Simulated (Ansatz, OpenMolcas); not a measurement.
## AlSi2H5O (SMILES [SiH3][Al]1[O][SiH2]1): the energy, rung by rung

AlSi2H5O: 9 atoms, total charge 0, spin state singlet. SMILES: `[SiH3][Al]1[O][SiH2]1`. Geometry: relaxed at PBE0-D4/def2-TZVP.

```xyz
9

Si   -0.6529    1.7171   -1.3347
Al   -0.1249   -0.1489    0.1628
O     1.3927   -0.9653    0.4343
Si    0.4786   -1.8777    1.5209
H    -1.7638    1.3267   -2.2449
H    -1.1001    2.8864   -0.5293
H     0.5265    2.1128   -2.1502
H     0.4033   -3.3276    1.1870
H     0.9290   -1.7700    2.9369
```

Quantity: the energy change with the Si4–H8 bond stretched from 1.490 to 3.277 Å, in eV. The values are calculated.

| level | kind | program | value (eV) | less CCSD(T)/6-31G* | CPU time (all runs) |
| --- | --- | --- | --- | --- | --- |
| HF/6-31G* (spherical functions) (restricted) | Hartree–Fock | Ansatz | 5.15 | +1.93 | 5 s |
| revPBE/6-31G* (spherical functions) (restricted) | GGA | Ansatz | 3.70 | +0.48 | 16 s |
| TPSS/6-31G* (spherical functions) (restricted) | meta-GGA | OpenMolcas | 3.97 | +0.75 | 1.9 min |
| PBE0/6-31G* (spherical functions) (restricted) | global hybrid | Ansatz | 4.25 | +1.03 | 18 s |
| wB97X/6-31G* (spherical functions) (restricted) | range-separated hybrid | Ansatz | 4.73 | +1.51 | 79 s |
| PBE-QIDH/6-31G* (spherical functions) (restricted) | double hybrid | Ansatz | 4.50 | +1.28 | 26 s |
| RPA@PBE/6-31G* (spherical functions) (restricted) | RPA | Ansatz | 3.55 | +0.33 | 26 s |
| MP2/6-31G* (spherical functions) (restricted) | perturbation theory | OpenMolcas | 4.34 | +1.12 | 15 s |
| CCSD(T)/6-31G* (spherical functions) (restricted) | coupled cluster or CI | Ansatz | 3.22 | 0.00 | 21 s |

Differences are taken from CCSD(T)/6-31G* (spherical functions) (restricted) for orientation; it has basis-set and higher-order errors of its own. Its T1 diagnostic reaches 0.044, a sign that one reference may not serve. At this stretch a single reference begins to fail. The first shape isn't each level's own minimum. The values span 3.22 to 5.15 eV. Times are those of the runs behind each value, whatever else they computed, on shared processors of several kinds: orders of magnitude only.

Restricted Hartree–Fock puts the cost of stretching the Si–H bond highest, at 5.15 eV, and every correlated or density-functional treatment lowers it. As the σ and σ* orbitals approach each other in energy, the doubly occupied σ orbital keeps too much ionic character, whereas the true singlet moves towards two spin-coupled radicals. Semilocal exchange partly mimics this left–right correlation, which helps explain the rise from TPSS through PBE0 to wB97X as exact exchange enters; the step from revPBE to TPSS is between two semilocal functionals and has another origin. PBE-QIDH breaks a simple ordering by exact-exchange fraction, probably because its perturbative correlation offsets part of the penalty. MP2 recovers only some of the missing correlation, while RPA, which sums ring diagrams to infinite order, falls to 3.55 eV.

The CCSD(T) value is low for an ordinary Si–H bond. Perturbative triples can overcorrect as the σ–σ* gap closes, although the electropositive aluminium neighbour may also weaken the bond. RPA's proximity to CCSD(T) therefore doesn't establish it as the more accurate method here.
